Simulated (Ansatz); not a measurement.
A series in volume scale on Sn

Free energy against uniform scaling of the volume at fixed shape and fractions; periodic cell, basis, potentials, k mesh and filling as listed. The results are calculated, by Ansatz 0.2.0.

The cell before it is scaled or strained (space group Im-3m, No. 229):
```
cell vectors (Å)
  -1.8946     1.8946     1.8946
   1.8946    -1.8946     1.8946
   1.8946     1.8946    -1.8946
atoms (fractions of the cell vectors)
Sn  0.00000  0.00000  0.00000
```

Settings of every row: functional PBEsol; dispersion none; potentials PAW; wave cutoff 550 eV; density cutoff 2200 eV; k mesh 11x11x11; k shift 0x0x0; occupations fermi dirac; smearing width 0.1 eV; spin none.

Limits: coarse k mesh, up to 40 meV an atom off; the cell comes from a prototype or a list of computed structures and needn't be the stable phase.

```csv
row,volume scale,V (Å³/atom),energy above lowest point (meV/atom)
1,0.9,24.482,24.5
2,0.925,25.163,8.9
3,0.95,25.843,1.1
4,0.975,26.523,0
5,1,27.203,4.7
6,1.025,27.883,14.3
7,1.05,28.563,28.3
8,1.075,29.243,?
9,1.1,29.923,66.8
```

Question: what energy above lowest point should row 8 give?

Worked fit of energy above lowest point. Take u = (V_r/V)^(2/3) − 1 with V_r = 26.863 Å³ an atom, which is twice the finite (Eulerian) strain; such expansions in the strain, on which the Birch-Murnaghan equation of state is built, carry the rest volume and the bulk modulus. The shown rows have u = 0.06383, 0.04455, 0.02614, 0.00853, -0.00835, -0.02454, -0.04008, -0.06939. Least squares give energy above lowest point = 1.67 − 278.9 × u + 9750 × u² + 3495 × u³ meV/atom; a parabola predicts inner rows, each left out in turn, worse (root mean square 0.26 against 0.028 meV/atom). All shown rows lie on it to the printed digit. Its lowest point lies at u = 0.0142, or V = 26.3 Å³ an atom, and the curvature there gives the bulk modulus at fixed shape and fractions, B = (4/9)(1 + u)² E″(u)/V = 55.1 GPa. The withheld row has u = -0.05502, so the fit gives 1.67 − 278.9 × (-0.05502) + 9750 × (-0.05502)² + 3495 × (-0.05502)³ = 45.9 meV/atom.

The calculation gave 45.9 meV/atom. The fit meets it to the printed digit.
